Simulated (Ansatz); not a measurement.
# Si2Mo: the change of pressure and energy above lowest point with volume scale

All results are calculated (Ansatz 0.2.0). Free energy against uniform scaling of the volume at fixed shape and fractions; periodic cell, basis, potentials, k mesh and filling as listed.

The cell before it is scaled or strained (space group I4/mmm, No. 139):
```
Si2Mo
1.0
     -1.6000     1.6000     3.9305
      1.6000    -1.6000     3.9305
      1.6000     1.6000    -3.9305
Si Mo
2 1
Direct
  0.33300 0.33300 0.00000
  0.66700 0.66700 0.00000
  0.00000 0.00000 0.00000
```

Settings of every row: functional PBE; dispersion none; potentials PAW; wave cutoff 500 eV; density cutoff 2000 eV; k mesh 13x13x13; k shift 0x0x0; occupations fermi dirac; smearing width 0.1 eV; spin none.

Limits: coarse k mesh, up to 40 meV an atom off.

```csv
row,volume scale,V (Å³/atom),pressure (GPa),energy above lowest point (meV/atom)
1,0.94,12.611,?,?
2,0.96,12.879,11.98,23.6
3,0.98,13.148,6.86,7.8
4,1,13.416,2.26,0.3
5,1.02,13.684,-1.86,0
6,1.04,13.953,-5.56,6.3
7,1.06,14.221,-8.88,18.4
```

Question: what pressure and energy above lowest point should row 1 give?

Worked fit of pressure. Take u = (V_r/V)^(2/3) − 1 with V_r = 13.55 Å³ an atom, which is twice the finite (Eulerian) strain; such expansions in the strain, on which the Birch-Murnaghan equation of state is built, carry the rest volume and the bulk modulus. The shown rows have u = 0.03444, 0.02028, 0.00665, -0.00654, -0.01935, -0.03171. Least squares give pressure = 0.148 + 312.8 × u + 891.9 × u² GPa; a straight line predicts inner rows, each left out in turn, worse (root mean square 0.38 against 0.01 GPa). The rows lie off it by 0.00, 0.00, -0.01, 0.00, 0.01, -0.01. The pressure vanishes at u = -0.0005, or V = 13.56 Å³ an atom, and there the bulk modulus at fixed shape and fractions is B = −V dP/dV = (2/3)(1 + u) dP/du = 208 GPa. Letting shape and atoms relax would as a rule lower it, by much in layered, chain or molecular crystals. The withheld row has u = 0.04904, so the fit gives 0.148 + 312.8 × (0.04904) + 891.9 × (0.04904)² = 17.63 GPa.

The calculation gave 17.69 GPa. The fit lies 0.06 GPa (0.23 % of the column's range) below it; its largest miss of a shown row is 0.01 GPa. This row lies beyond the range of the fit.

Worked fit of energy above lowest point. Take u = (V_r/V)^(2/3) − 1 with V_r = 13.55 Å³ an atom, which is twice the finite (Eulerian) strain; such expansions in the strain, on which the Birch-Murnaghan equation of state is built, carry the rest volume and the bulk modulus. The shown rows have u = 0.03444, 0.02028, 0.00665, -0.00654, -0.01935, -0.03171. Least squares give energy above lowest point = −0.72 + 17.3 × u + 19767 × u² + 6619 × u³ meV/atom; a parabola predicts inner rows, each left out in turn, worse (root mean square 0.08 against 0.036 meV/atom). All shown rows lie on it to the printed digit. Its lowest point lies at u = -0.0004, or V = 13.56 Å³ an atom, and the curvature there gives the bulk modulus at fixed shape and fractions, B = (4/9)(1 + u)² E″(u)/V = 207 GPa. Letting shape and atoms relax would as a rule lower it, by much in layered, chain or molecular crystals. The withheld row has u = 0.04904, so the fit gives −0.72 + 17.3 × (0.04904) + 19767 × (0.04904)² + 6619 × (0.04904)³ = 48.4 meV/atom.

The calculation gave 48.3 meV/atom. The fit lies 0.1 meV/atom (0.21 % of the column's range) above it, one unit of the last digit. This row lies beyond the range of the fit.
